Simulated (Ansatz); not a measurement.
## Co: the change of energy above lowest point and pressure with volume scale

Results calculated with Ansatz 0.2.0, not measured. Free energy against uniform scaling of the volume at fixed shape and fractions; periodic cell, basis, potentials, k mesh and filling as listed.

The cell before it is scaled or strained (space group Fd-3m, No. 227):
```
Co
1.0
      0.0000     3.2174     3.2174
      3.2174     0.0000     3.2174
      3.2174     3.2174     0.0000
Co
6
Direct
  0.25000 0.25000 0.25000
  0.00000 0.00000 0.00000
  0.62500 0.62500 0.12500
  0.62500 0.12500 0.62500
  0.12500 0.62500 0.62500
  0.62500 0.62500 0.62500
```

Settings of every row: functional LDA; dispersion none; potentials PAW; wave cutoff 435.38 eV; density cutoff 1741.5 eV; k mesh 6x6x6; k shift 0x0x0; occupations fermi dirac; smearing width 0.15 eV; spin collinear; SCF threshold exponent -9.

Limits: coarse k mesh, up to 40 meV an atom off; stress loosely converged; the cell comes from a prototype or a list of computed structures and needn't be the stable phase.

| row | volume scale | V (Å³/atom) | energy above lowest point (meV/atom) | pressure (GPa) |
| --- | --- | --- | --- | --- |
| 1 | 0.88 | 9.77 | ? | ? |
| 2 | 0.92 | 10.214 | 5.7 | 7.54 |
| 3 | 0.96 | 10.658 | 0 | -2.97 |
| 4 | 1 | 11.102 | 20.1 | -11.17 |
| 5 | 1.04 | 11.546 | 60.2 | -17.53 |
| 6 | 1.08 | 11.99 | 115.9 | -22.49 |
| 7 | 1.12 | 12.434 | 183.9 | -26.36 |

Question: what energy above lowest point and pressure should row 1 give?

Worked fit of energy above lowest point. Take u = (V_r/V)^(2/3) − 1 with V_r = 11.324 Å³ an atom, which is twice the finite (Eulerian) strain; such expansions in the strain, on which the Birch-Murnaghan equation of state is built, carry the rest volume and the bulk modulus. The shown rows have u = 0.0712, 0.04124, 0.01329, -0.01286, -0.03738, -0.06044. Least squares give energy above lowest point = 37.92 − 1541.39 × u + 14839.1 × u² + 6350 × u³ meV/atom; a parabola predicts inner rows, each left out in turn, worse (root mean square 0.59 against 0.071 meV/atom). All shown rows lie on it to the printed digit. Its lowest point lies at u = 0.0503, or V = 10.52 Å³ an atom, and the curvature there gives the bulk modulus at fixed shape and fractions, B = (4/9)(1 + u)² E″(u)/V = 236 GPa. The withheld row has u = 0.10341, so the fit gives 37.92 − 1541.39 × (0.10341) + 14839.1 × (0.10341)² + 6350 × (0.10341)³ = 44.2 meV/atom.

The calculation gave 44.5 meV/atom. The fit lies 0.3 meV/atom (0.16 % of the column's range) below it; its largest miss of a shown row is 0.0 meV/atom. This row lies beyond the range of the fit.

Worked fit of pressure. Take u = (V_r/V)^(2/3) − 1 with V_r = 11.324 Å³ an atom, which is twice the finite (Eulerian) strain; such expansions in the strain, on which the Birch-Murnaghan equation of state is built, carry the rest volume and the bulk modulus. The shown rows have u = 0.0712, 0.04124, 0.01329, -0.01286, -0.03738, -0.06044. Least squares give pressure = −14.546 + 243.081 × u + 859.27 × u² + 1175.8 × u³ GPa; a parabola predicts inner rows, each left out in turn, worse (root mean square 0.11 against 0.014 GPa). The rows lie off it by 0.00, 0.01, -0.01, 0.00, 0.00, 0.00. The pressure vanishes at u = 0.0503, or V = 10.52 Å³ an atom, and there the bulk modulus at fixed shape and fractions is B = −V dP/dV = (2/3)(1 + u) dP/du = 237 GPa. The withheld row has u = 0.10341, so the fit gives −14.546 + 243.081 × (0.10341) + 859.27 × (0.10341)² + 1175.8 × (0.10341)³ = 21.08 GPa.

The calculation gave 20.99 GPa. The fit lies 0.09 GPa (0.19 % of the column's range) above it; its largest miss of a shown row is 0.01 GPa. This row lies beyond the range of the fit.
